## Choosing a functional before spin-orbit coupling is added

A calculation on Bi₂Se₃ often starts with a decision that looks like a formality: which density functional should supply the bands to which spin-orbit coupling is later added? Coupling rearranges the levels at the band edges, and what it has to work against is the gap that the functional has left there. In the table below that starting gap runs from 0.101 eV to 0.297 eV, nearly a factor of three, for one and the same crystal.

Density functional calculations with Ansatz 0.2.0, using plane waves and PAW potentials, for Bi₂Se₃ (space group R-3m, 5-atom cell) with the same fixed atoms and cell in every row. The cutoffs are 420 eV for the waves and 1680 eV for the density, with an unshifted 6×6×6 k mesh and fixed occupations. Spin polarization and spin-orbit coupling are not included.

```csv
functional,gap on mesh (eV)
LDA,0.101
PBE,0.220
PBEsol,0.143
revPBE,0.276
RPBE,0.297
BLYP,0.271
```

The column "gap on mesh" is the energy between the highest filled and the lowest empty level found on the sampled points of the Brillouin zone. The true band edges may lie between these points, so each value is an upper bound to the gap of the bands calculated in that run. The mesh is also coarse. In tests on other systems, made by those who prepared the data, coarse meshes put the energy off by up to 40 meV an atom. That figure wasn't measured in these runs and doesn't translate directly into an error of the gap. The table has no finer mesh to compare with, and the amount by which the sampled points miss the band edges may differ between functionals, so differences of a few meV between the gaps shouldn't be interpreted. The atoms and the cell are the same in every row. The spread therefore comes from the electrons' response to the functional, and no relaxation of the layers is mixed into it.

### What the functionals do differently

The local density approximation, LDA, gives each small volume of the crystal the exchange and correlation energy of a uniform electron gas of the same density. The other five functionals are generalized gradient approximations, GGAs, which also ask how fast the density varies there. For exchange, the answer is a factor $F$ that multiplies the local energy:

$$E_x=\int \rho\,\varepsilon_x^{\mathrm{LDA}}(\rho)\,F(s)\,d^3r,\qquad s=\frac{|\nabla\rho|}{2(3\pi^2)^{1/3}\rho^{4/3}} .$$

Here $\rho$ is the electron density, $\varepsilon_x^{\mathrm{LDA}}$ the exchange energy per electron of the uniform gas, and $s$ the reduced gradient. It is small where the density is nearly even and large where a thin density falls off quickly, as in the outer parts of atoms. LDA has $F=1$ everywhere. The GGAs let $F$ grow with $s$, and they differ in how steeply it grows and how far.

For PBE, PBEsol and revPBE the growth has the form

$$F(s)-1=\kappa-\frac{\kappa}{1+\mu s^2/\kappa},$$

where $\mu$ sets the rise at small gradients and $\kappa$ the ceiling at large ones. PBEsol has a smaller $\mu$ than PBE, so its exchange stays closer to LDA. Its gap does too: it lies 42 meV above that of LDA, while PBE lies 119 meV above. This comparison can't be credited to exchange alone, because the gradient correction to correlation also changes between these three rows.

### The comparison that isolates exchange

The steps from PBE to revPBE and to RPBE are cleaner, since all three share the same correlation. PBE and revPBE even share $\mu$, so they treat gently varying density almost alike; only the ceiling $\kappa$ is higher in revPBE. The gap still rises by 56 meV, nearly half of the whole step from LDA to PBE. What widens it here should therefore come mainly from places where the density varies more strongly.

How strongly can be seen by working the formula at $s=2$, with the constants rounded to two figures. Both functionals have $\mu=0.22$, so $\mu s^2=0.88$. PBE has $\kappa=0.80$ and revPBE $\kappa=1.2$, which gives

$$\text{PBE: } 0.80-\frac{0.80}{1+0.88/0.80}\approx0.42,\qquad
\text{revPBE: } 1.2-\frac{1.2}{1+0.88/1.2}\approx0.51 .$$

The exchange energy density is thus raised by about 42 % over LDA in PBE and by about 51 % in revPBE. At $s=0.5$ the same two enhancements differ by only about 0.1 percentage point.

RPBE reaches a similar result by another route. It keeps both constants of PBE, the ceiling included, but replaces the fraction by an exponential that approaches the ceiling sooner. Between $s=1$ and $s=2$ its enhancement therefore also lies above that of PBE, and its gap is larger by 77 meV. One functional lifts the ceiling and the other climbs to the old ceiling faster. What they have in common is stronger exchange enhancement at intermediate gradients, and both widen the gap.

### Why a gap notices

A change of functional alters the potential in which the electrons move. If it shifted that potential by the same amount everywhere, every level would move together and the gap would stay put. The gap changes because the two band edges occupy different parts of the crystal. To first order, and as long as the same two states remain the edges,

$$\delta E_g\approx\int \delta v(\mathbf r)\left[\,|\psi_c(\mathbf r)|^2-|\psi_v(\mathbf r)|^2\right]d^3r ,$$

where $\delta v$ is the change of the potential and $\psi_c$ and $\psi_v$ are the orbitals at the empty and the filled edge.

The chemistry of Bi₂Se₃ keeps the two terms in the bracket from cancelling. Without spin-orbit coupling, the filled edge is known to be mainly selenium p in character and the empty edge mainly bismuth p. Selenium holds its p electrons more tightly, and the bonds are polar. An alteration of the potential that varies between the inner and outer parts of the two kinds of atom is therefore felt unequally by the two edges.

The direction of the effect is harder to derive. The potential depends on the slope and curvature of $F$ as well as on its height, so a larger $F$ does not by itself prescribe a larger gap. The calculated band edges do show how the gap opens. From PBE to RPBE both edges move up on the program's energy scale, the filled one by about 0.11 eV and the empty one by about 0.19 eV. The gap widens because the empty edge rises more. A plausible reading is that the empty bismuth states have more weight in the regions where the stronger gradient correction makes the potential less attractive. Testing it would take maps of the two orbitals and of the potential change, which are not available here.

### BLYP and the reach of the simple picture

BLYP is the irregular member of the set. Its exchange has a different formula, and its correlation is of another kind, so it isn't one more step along the PBE family. Yet its gap lies 51 meV above that of PBE and close to that of revPBE. The exchange formula fits this order: at $s=1$ and $s=2$ its enhancement also lies between those of PBE and revPBE. It can't be the whole story, though. From PBE to BLYP both band edges rise by about 0.4 eV, against about 0.1 eV from PBE to revPBE. Most of the larger rise is common to both edges and leaves the gap alone, but it shows that BLYP changes the potential in a way of its own. How much its different correlation contributes to the gap remains open, and the 5 meV between BLYP and revPBE are too little to explain without a finer mesh.

The analysis printed after the text evaluates the enhancement of each functional from its defining formula, with no parameter adjusted to the gaps. At $s=1$ and $s=2$ the enhancements stand in the same order as all six gaps, though the order of BLYP and revPBE rests on those 5 meV and adds no real support. At $s=0.5$ BLYP comes out highest, and at $s=3$ both BLYP and revPBE pass RPBE. The agreement thus belongs to intermediate gradients, and it doesn't measure which gradients prevail in the crystal. The six rows are also a selection, from which runs that failed or met a known fault of the program were left out, so the order may not hold for functionals missing from the table.

The enhancement orders the gaps but doesn't give their size. At $s=2$ that of revPBE is 1.2 times that of PBE, whereas its gap has risen above the LDA value by 1.5 times as much. PBEsol misses in the other direction: its enhancement is 0.7 of that of PBE, its gap rise only 0.35. Such misses are natural for a picture that uses only the height of $F$. The levels respond to a potential that contains its derivatives, and between LDA, PBEsol and PBE the correlation changes as well.

This suggests a modest way to guess where another GGA would fall for the same cell. If it shares the correlation of PBE, draw its $F(s)$ beside that of PBE. A curve that runs higher throughout the intermediate range points to a larger gap, as it does for revPBE and RPBE. That a lower curve points to a smaller gap is less certain, since the two examples here, LDA and PBEsol, also differ from PBE in their correlation. If the curves cross there, the picture gives no verdict and the calculation has to be done.

### What the choice means once coupling is included

It would be tempting to pick the functional whose gap comes closest to a measured one. These gaps are the wrong quantity for that test, because spin-orbit coupling is absent from every row. In Bi₂Se₃ coupling is strong enough to push the bismuth and selenium levels past each other at the centre of the Brillouin zone. This inversion makes the material a topological insulator, and the physical gap is the one that remains afterwards.

The starting gap works against the inversion. The table doesn't say where in the zone its gaps lie. If they lie at the zone centre, then for the same strength of coupling the 0.297 eV of RPBE leaves more to overcome than the 0.101 eV of LDA, and the levels end up less deeply inverted. A functional that looks generous before coupling may therefore give the smaller separation at the zone centre after it. The final gap can also lie elsewhere in the zone, so the order in the table need not survive.

For the decision at the start, this means that the functional should be judged by bands calculated with coupling included. Even then a caution applies to all six: functionals of this kind usually leave the starting gap too small, so the inversion is expected to come out too deep. The table shows how much is at stake: about 0.2 eV of starting gap depends on which of these functionals is chosen.

Output of the analysis:

```
Exchange enhancement over LDA in percent at reduced gradient s:
     row  s 0.5    s 1    s 2    s 3
     LDA      0      0      0      0
     PBE  5.146  17.25   41.9  56.98
  PBEsol  2.892  10.43     30  45.96
  revPBE  5.259  18.59  50.77  74.72
    RPBE  5.315  19.23  53.37  73.27
    BLYP  5.699  17.81  46.65  75.57
Gap rise over LDA and its size relative to PBE:
     row  rise in meV  gap rise / PBE rise  enhancement / PBE at s 1  enhancement / PBE at s 2
     LDA            0                    0                         0                         0
     PBE          119                    1                         1                         1
  PBEsol           42               0.3529                    0.6047                    0.7159
  revPBE          175                1.471                     1.077                     1.212
    RPBE          196                1.647                     1.115                     1.274
    BLYP          170                1.429                     1.032                     1.113
Largest gap over smallest gap (RPBE over LDA): 2.941
Gap step LDA to PBEsol, meV: 42
Gap step PBEsol to PBE, meV: 77
Gap step PBE to revPBE, meV: 56
Gap step revPBE to RPBE, meV: 21
Gap step PBE to RPBE, meV: 77
Gap of BLYP less gap of PBE, meV: 51
Gap of revPBE less gap of BLYP, meV: 5
Step PBE to revPBE as percent of step LDA to PBE: 47.06
Enhancement of revPBE less PBE at s 0.5, percentage points: 0.1128
Enhancement of revPBE less PBE at s 1, percentage points: 1.337
Enhancement of revPBE less PBE at s 2, percentage points: 8.864
```
